# The d-band width and bond energy of bcc Mo from the second moment

## Problem

Molybdenum, a wiring metal in chips, is bcc with a roughly half-filled 4d band. I model it with five orthogonal d orbitals per atom and spin, one common on-site energy $C$, and two-centre hopping to first and second neighbours.

**Assumed inputs (typical values):** lattice constant $a = 314.7$ pm, canonical d-band width $W = 1.60$ aJ (9.99 eV; 1 aJ $=10^{-18}$ J), d count $N = 5$ per atom.

**Measured inputs (compiled values):** $C_{11} = 463.7$ GPa and $C_{12} = 157.8$ GPa at room temperature (Blaschke); linear expansion $4.8\times10^{-6}$ K$^{-1}$ at 293 K (Kaye and Laby Online, NPL); cohesive energy 6.82 eV per atom at 0 K (Kittel 2005).

I want:

1. the canonical hoppings for both shells;
2. the second moment $\mu_2$, the width $W_r$ of the rectangular band with the same $\mu_2$, and the bond energy;
3. a comparison with fcc at equal volume, and the bond energy of atoms at unrelaxed (110) and (100) surfaces;
4. the cohesive energy after adding a power-law repulsion fixed by the bulk modulus.

I carry unrounded numbers from step to step.

## Why the formulas hold

**Ratios of the hoppings.** Each atom gets a sphere of radius $S$ with the atomic volume, $\tfrac43\pi S^3=\Omega$. Between the atoms I set the kinetic energy to zero, so the tail of a d orbital solves Laplace's equation and is $p_\mu(\mathbf r)/r^5$, with

$$p_\delta = xy,\qquad p_\pi = xz,\qquad p_\sigma = \frac{2z^2-x^2-y^2}{2\sqrt3}.$$

All three have mean square $1/15$ on the unit sphere and obey $p_\mu(\nabla)p_\mu=1$. Around a neighbour at $(0,0,R)$ the tail is a regular harmonic function. Axial symmetry lets its $l=2$ part contain only the same $p_\mu$, with coefficient $c_\mu = p_\mu(\nabla)[p_\mu/r^5]$ taken at the neighbour:

- $\delta$: $\partial_x\partial_y(xy/r^5) = R^{-5}$;
- $\pi$: $\partial_z(z\cdot z^{-5}) = -4R^{-5}$;
- $\sigma$: on a harmonic function $p_\sigma(\nabla)=\tfrac{\sqrt3}{2}\partial_z^2$, and on the axis the tail is $z^{-3}/\sqrt3$, which gives $6R^{-5}$.

**Prefactor.** Let $K=(r/S)^{-3}$ and $J=(r/S)^2/10$ be the radial parts, and write the neighbour's tail as $-\mathcal S_\mu J$. Then $\mathcal S_{\sigma,\pi,\delta} = 10\,(-6,4,-1)(S/R)^5$. The solution $\phi(E,r)$ inside the sphere has logarithmic derivative $D=S\phi'/\phi$ at $S$. The combination $K-PJ$ joins it smoothly if

$$P = 10\,\frac{D+3}{D-2},$$

and with d waves alone the band energies are those at which $P(E)$ equals an eigenvalue of the Bloch sum of $\mathcal S$. The canonical width $W$ is defined between the bonding condition $D=0$, where $P=-15$, and the antibonding condition $D\to-\infty$, where $P=10$. The centre $C$ has $D=-3$ and $P=0$. If $P$ is taken as linear in $E$ over these 25 units, $E=C+\Delta\,\mathcal S$ with $\Delta=W/25$, and

$$(dd\sigma, dd\pi, dd\delta) = (-6,\,4,\,-1)\,h(R),\qquad h(R)=\tfrac25 W\left(\frac SR\right)^5 .$$

**Volume dependence.** For $\int_0^S\phi^2r^2dr=1$ the radial equation gives $dD/dE=-2m_e/(\hbar^2S\phi^2(S))$, and $dP/dD=-2$ at $D=-3$. The slope at $C$ thus gives $\Delta=\hbar^2S\phi^2(S)/4m_e$. If $\phi=A r^{-3}$ near the boundary with an amplitude $A$ that does not change with volume, then $W\propto A^2S^{-5}$ and $h$ depends on $R$ alone. The fixed amplitude is an added assumption, so I write $W\propto S^{-n}$ and treat $n=5$ as the ideal case.

**Second moment.** With energies measured from $C$, the second moment of the local density of states per orbital is

$$\mu_2=\frac15\sum_{\alpha}\langle i\alpha|H^2|i\alpha\rangle=\frac15\sum_{j\ne i}\operatorname{Tr}\big(H_{ij}H_{ji}\big),$$

a sum over hops to a neighbour and back. The trace is invariant under rotation of the d basis. In the frame of the bond the $5\times5$ block is diagonal, with $dd\sigma$ once and $dd\pi$ and $dd\delta$ twice each. For $z$ equivalent neighbours

$$\mu_2=\frac z5\left(dd\sigma^2+2\,dd\pi^2+2\,dd\delta^2\right)=\frac{36+32+2}{5}\,z\,h^2=14\,z\,h^2 ,$$

and several shells add.

**Rectangular band.** Ten states spread evenly over a width $W_r$ have $\mu_2=W_r^2/12$. This $W_r$ is defined by the moment and need not equal the canonical $W$. Filling up to $N$ electrons,

$$E_{\rm bond}=\frac{10}{W_r}\int_{-W_r/2}^{-W_r/2+NW_r/10}\!\epsilon\,d\epsilon=-\frac{W_r}{20}N(10-N).$$

At fixed bond length, filling and band shape, $E_{\rm bond}\propto-\sqrt{\mu_2}\propto-\sqrt z$.

## 1. Hoppings

$\Omega=a^3/2=1.5583\times10^{-29}$ m$^3$, and $S=(3/8\pi)^{1/3}a=154.95$ pm. There are 8 neighbours at $R_1=\sqrt3a/2$ and 6 at $R_2=a$. The prefactor is $\tfrac25W=0.640$ aJ. With 1 zJ $=10^{-21}$ J:

| shell | $R$ (pm) | $(S/R)^5$ | $dd\sigma$ (zJ) | $dd\pi$ (zJ) | $dd\delta$ (zJ) |
|---|---|---|---|---|---|
| 1 | 272.5 | 0.05940 | $-228.1$ | 152.1 | $-38.0$ |
| 2 | 314.7 | 0.02894 | $-111.1$ | 74.1 | $-18.5$ |

The ratios $S/R$ are geometric, so $a$ drops out of the hoppings once $W$ is given. The fourth figure is kept for bookkeeping only, since $W$ is an assumed input.

## 2. Moment, width and bond energy

The second shell enters with weight $w=(R_1/R_2)^{10}=(3/4)^5=0.2373$, which defines an effective coordination

$$z_{\rm eff}=8+6w=9.424 .$$

With $h_1=38.02$ zJ,

$$\mu_2=14\,z_{\rm eff}h_1^2=0.1619\ {\rm aJ^2}+0.0288\ {\rm aJ^2}=0.1907\ {\rm aJ^2}.$$

So $\sqrt{\mu_2}=0.4367$ aJ and $W_r=\sqrt{12\mu_2}=1.513$ aJ (9.44 eV), that is $W_r=0.945\,W$. The two widths are close but distinct.

The second shell supplies 15.1 % of $\mu_2$ and widens the band by 8.5 % over the first-shell value of 1.394 aJ. Counting all 14 neighbours as equal would give a factor $\sqrt{14/8}=1.323$ instead, far too much. The omitted third shell, 12 atoms at $\sqrt2a$, would add $12(3/8)^5=0.089$ to $z_{\rm eff}$ and 0.47 % to $W_r$. The fourth, 24 atoms at $\sqrt{11}a/2$, would add 0.036.

For $N=5$,

$$E_{\rm bond}=-\tfrac54W_r=-1.89\ {\rm aJ}\quad(-11.8\ {\rm eV})\ \text{per atom}.$$

This is at the minimum of the parabola in $N$, so taking $N=4.5$ changes it by only 1.0 %. The band shape matters more. For a symmetric half-filled band $E_{\rm bond}=-5\langle|\epsilon|\rangle$, and $\langle|\epsilon|\rangle\le\sqrt{\mu_2}$. The rectangle has $\langle|\epsilon|\rangle=0.866\sqrt{\mu_2}$. A Gaussian has $0.798\sqrt{\mu_2}$ and gives $-1.74$ aJ. Two sharp peaks at $\pm\sqrt{\mu_2}$ saturate the bound and give $-2.18$ aJ. The bcc d band is two-humped, so at this $\mu_2$ the rectangle probably underbinds, by at most the factor 1.155. The model's bond energy is good to two figures at best.

Thermal expansion is harmless here. The expansion coefficient falls on cooling, so the strain between 0 and 293 K is below $4.8\times10^{-6}\,{\rm K^{-1}}\times293\ {\rm K}=1.4\times10^{-3}$, which for $n=5$ moves $W$ by less than 0.70 %.

## 3. The square-root law at work

**Equal volume.** In general $\mu_2/W^2=\tfrac{56}{25}\sum_j(S/R_j)^{10}$. In fcc $(S/R_1)^3=3/(4\sqrt2\pi)$, so $(S/R_1)^{10}=2.659\times10^{-3}$, against $3.529\times10^{-3}$ in bcc. The fcc second shell has 6 atoms of weight $1/32$.

| $\mu_2/W^2$ | bcc | fcc | $W_r^{\rm bcc}/W_r^{\rm fcc}$ |
|---|---|---|---|
| first shell | 0.0632 | 0.0715 | 0.941 |
| two shells | 0.0745 | 0.0726 | 1.013 |

The $\sqrt z$ law does not say that fcc binds $\sqrt{12/8}$ times better than bcc, because at equal volume the bcc bonds are shorter. With first neighbours alone bcc falls 5.9 % behind. The second shell puts it 1.3 % ahead. That margin is far smaller than the effect of band shape found above, so $\mu_2$ cannot decide the structure. The decision lies with the higher moments and the repulsion.

**Surfaces.** Here the bond lengths are fixed and the law applies directly. I keep $N=5$ on every atom, which at half filling of a symmetric band needs no shift of $C$. A top-layer (110) atom keeps 6 first and 4 second neighbours, and deeper layers lose nothing. On (100) the top layer keeps 4 and 5, and the second layer keeps 8 and 5.

| site | $z_{\rm eff}$ | $z_{\rm eff}/z_{\rm bulk}$ | square root | $E_{\rm bond}$ (aJ) |
|---|---|---|---|---|
| (110) top | 6.949 | 0.737 | 0.859 | $-1.62$ |
| (100) top | 5.187 | 0.550 | 0.742 | $-1.40$ |
| (100) second | 9.187 | 0.975 | 0.987 | $-1.87$ |

The (110) atom loses 26.3 % of its effective coordination but only 14.1 % of its bond energy, 0.27 aJ, where counting broken bonds of fixed strength would give 0.50 aJ. The energy per unit of coordination goes as $z_{\rm eff}^{-1/2}$ and rises by the factor 1.165. The local band narrows to 1.30 aJ. The 0.27 aJ is not a surface energy, because repulsion of the same size is released, as I find below.

## 4. Repulsion, bulk modulus and cohesion

I add a pair repulsion $\propto R^{-m}$. Under uniform dilation by $x=S/S_0$,

$$E(x)=E_{\rm rep}\,x^{-m}-|E_{\rm bond}|\,x^{-n}.$$

Equilibrium at $x=1$ requires $mE_{\rm rep}=n|E_{\rm bond}|$. There $B=\Omega\,d^2E/d\Omega^2=E''(1)/9\Omega$, and so

$$9B\Omega=n(m-n)|E_{\rm bond}|=nm\,E_{\rm coh},\qquad E_{\rm coh}=|E_{\rm bond}|\left(1-\frac nm\right).$$

For a cubic crystal $B=(C_{11}+2C_{12})/3=259.8$ GPa, so $9B\Omega=36.43$ aJ. I use this to fix $m$, and $B$ is therefore an input and no test. I apply no correction from room temperature to 0 K. The compiled cohesive energy is 1.093 aJ.

How firm is $n=5$? Moving the boundary outward adds norm and by itself changes $\ln A^2$ by $-S^3\phi^2(S)$ per unit of $\ln S$, where $S^3\phi^2=4m_e\Delta S^2/\hbar^2=0.50$ for $\Delta=0.064$ aJ. This term steepens the decay. The kinetic energy at the boundary is also not zero, and I cannot size that term without the potential. Self-consistent calculations typically end somewhat below 5. I therefore run $n=4$ as a second assumption, with the same $|E_{\rm bond}|$ at equilibrium.

One more diagnostic follows from the square-root law. For a single shell with hopping $\propto R^{-n}$, $E=z\,a_1R^{-m}-\sqrt z\,a_2R^{-n}$ has its minimum at $R^{\,m-n}=(ma_1/na_2)\sqrt z$, so the relaxed binding energy scales as

$$|E|\propto z^{\gamma},\qquad\gamma=\frac{m-2n}{2(m-n)} .$$

High coordination is favoured only for $m>2n$.

| $n$ | $m$ | $E_{\rm rep}$ (aJ) | $E_{\rm coh}$ (aJ) | $E_{\rm coh}$ (eV) | $\gamma$ |
|---|---|---|---|---|---|
| 5 | 8.85 | 1.07 | 0.82 | 5.1 | $-0.15$ |
| 4 | 8.82 | 0.86 | 1.03 | 6.4 | 0.08 |

The model's cohesive energy lies 25 % below the compiled value for $n=5$ and 5.5 % below it for $n=4$. I do not read either figure as a confirmation, since two neglected terms rival the result. The free atom, $4d^55s^1$ with parallel spins, is lowered by exchange by roughly 0.6 aJ (typical), which reduces the cohesion. The sp electrons and their mixing with d add roughly 0.5 aJ, the typical cohesion of noble metals, where $N(10-N)$ vanishes. These have opposite signs and largely cancel.

The sign of $\gamma$ is more telling. With $n=5$ the model would prefer low coordination, which is wrong for a dense metal. The same conclusion follows without $W$. The measured quantities and $\Omega$ give $nm=9B\Omega/E_{\rm coh}=33.3$, and $m>2n$ then demands $n<\sqrt{33.3/2}=4.08$. Referring the energy to a spin-unpolarised atom, with 0.6 aJ added to $E_{\rm coh}$, tightens the bound to 3.3, and removing the sp share would loosen it again to about where it started. Within this two-term model the volume exponent has to be near 4 or below.

The (110) surface shows the same weakness. With second-shell weight $u=(3/4)^{m/2}$, a top-layer atom sheds the fraction $1-(6+4u)/(8+6u)$ of $E_{\rm rep}$. This is 0.28 aJ for $n=5$ and 0.23 aJ for $n=4$, against the 0.27 aJ of bond energy lost. The net cost is slightly negative for $n=5$ and 0.04 aJ for $n=4$. Over the area per atom, $a^2/\sqrt2=7.00\times10^{-20}$ m$^2$, the latter is 0.6 J/m$^2$. As typical knowledge, Mo surfaces cost about 3 J/m$^2$, so the model falls short by a factor of about five or gets the sign wrong. A small difference of two large terms is beyond it.

## Result

For the assumed $W=1.60$ aJ the model gives $z_{\rm eff}=9.424$, $\mu_2=0.1907$ aJ$^2$, $W_r=0.945\,W=1.513$ aJ and $E_{\rm bond}\approx-1.9$ aJ per atom. The ratios ($z_{\rm eff}$, $W_r/W$, the square-root factors 0.859 and 0.742 at the two surfaces) follow from geometry and the $R^{-5}$ tails alone. The band and bond energies scale with the assumed $W$, and the model's cohesive energy of 0.8 to 1.0 aJ depends in addition on an exponent $n$ that the tail argument fixes only in the ideal case.